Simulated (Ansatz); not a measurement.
NO (nitric oxide): methods side by side

The species is NO (2 atoms), meant as a doublet with charge 0. As SMILES, `[N]=O`. The shape was relaxed beforehand at wB97X-V/def2-SVP.

```xyz
2

N    -0.4858    0.1778   -0.2451
O     0.4858   -0.1778    0.2451
```

Quantity: the electronic atomisation energy, in eV. The values are calculated. Electronic energies at fixed atoms, without zero-point motion or spin-orbit coupling.

```tsv
level	kind	program	value (eV)	less CCSD(T)/def2-TZVPP
USVWN5/def2-TZVPP	LDA	Ansatz	8.61	+2.39
UB3LYP/def2-TZVPP	global hybrid	Ansatz	6.72	+0.50
UPBE0-D4/def2-TZVPP	global hybrid	Ansatz	6.65	+0.43
UCAM-B3LYP/def2-TZVPP	range-separated hybrid	Ansatz	6.73	+0.51
UB2PLYP/def2-TZVPP	double hybrid	Ansatz	6.65	+0.43
RPA@PBE/def2-TZVPP	RPA	Ansatz	6.17	-0.05
UMP2/def2-TZVPP	perturbation theory	Ansatz	6.59	+0.37
UCCSD(T)/def2-TZVPP	coupled cluster or CI	Ansatz	6.22	0.00
```

Differences are taken from UCCSD(T)/def2-TZVPP for orientation; it has basis-set and higher-order errors of its own. The values span 6.17 to 8.61 eV.

Every method binds NO strongly, but LDA stands apart at 8.61 eV, while the other values lie between 6.17 and 6.73 eV. Local exchange describes the separated open-shell atoms worse than the molecule, where the density is more evenly spread, so the error doesn't cancel and the bond comes out too strong. Gradient corrections and exact exchange remove most of this imbalance.

The coupled-cluster value of 6.22 eV is itself below the well-established bond energy of NO. The likely cause is the triple-zeta basis, which recovers too little of the short-range pair correlation gained when the multiple bond forms. The positive offsets of the hybrids therefore don't demonstrate real overbinding, and the near-coincidence of RPA with coupled cluster doesn't establish RPA's accuracy. MP2 lies higher than coupled cluster in the same basis, which suggests that second-order theory exaggerates the correlation contribution to the π bond. Its closeness to the hybrids probably reflects partial cancellation between that excess and the basis-set deficit.
